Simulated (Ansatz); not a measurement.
Ligand exchange: CF4 + BH(CH3)(SH) → CHF3S + BH(CH3)F

Species: CF4 (tetrafluoromethane) `FC(F)(F)F`, singlet; BH(CH3)(SH), singlet; CHF3S (trifluoromethanethiol) `FC(F)(F)S`, singlet; BH(CH3)F, singlet. The partners trade F for SH: C–F and B–SH bonds give way to C–SH and B–F.

Shapes, held fixed at every level: PBE0-D4/def2-TZVP. Flexible molecules stand in one conformer, not always the lowest. Programs: Ansatz 0.2.0. The zero-point and thermal change to 298 K, harmonic and unscaled (PBE0-D4/def2-TZVP), is -2.0 kJ/mol.

| level | kind | ΔH(298 K) (kJ/mol) | less CCSD(T)/CBS estimate | CPU time (sum over the molecules) |
| --- | --- | --- | --- | --- |
| HF/def2-SVP | Hartree–Fock | +1.2 | +27.1 | – |
| SPW92/def2-TZVPP | LDA | -16.5 | +9.4 | 6.8 s |
| PBE-D4/def2-TZVPP | GGA | -22.4 | +3.5 | 15 s |
| r2SCAN-D4/def2-TZVPP | meta-GGA | -19.0 | +6.9 | 21 s |
| wB97M-V/def2-TZVPP | range-separated hybrid | -25.9 | 0.0 | 53 s |
| B2PLYP/def2-TZVPP | double hybrid | -26.9 | -1.0 | 28 s |
| CCSD(T)/def2-SVP | coupled cluster or CI | -2.4 | +23.5 | 12 s |
| CCSD(T)/CBS estimate | coupled cluster or CI | -25.9 | 0.0 | 4.2 min |

The highest level, CCSD(T)/CBS estimate, gives ΔH(298 K) = -25.9 kJ/mol; the levels span -26.9 to +1.2. They disagree on the sign: 1 of 8 are positive. The column of differences is taken from that level and isn't an error. No measured value is set beside it here. The CBS estimate extrapolates MP2 from def2-TZVPP and def2-QZVPP and adds CCSD(T) − MP2 in the triple-zeta set, cores frozen. Times are processor times on shared x86 and Arm servers, and rough.

The exchange is moderately exothermic: boron gains more from trading sulfur for fluorine than carbon loses in the reverse trade. The B–F bond is short and strongly polar, and fluorine's compact lone pairs donate into boron's empty p orbital. Sulfur also donates π density to boron, but its bond is much less polar. The gain is probably held down by the loss of a strong C–F bond in CF4, where several fluorines on one carbon stabilise each other through negative hyperconjugation.

The near-thermoneutral results reflect the small basis more than the treatment of correlation. In def2-SVP, Hartree–Fock and CCSD(T) differ by only a few kJ/mol, whereas CCSD(T) moves from -2.4 to -25.9 on going to the basis-set limit. This suggests an unbalanced description of fluorine and sulfur in the two bonding environments. The positive Hartree–Fock value is therefore no evidence that correlation drives the reaction. The exothermicity says nothing about the rate, which depends on the barrier to breaking a strong C–F bond.
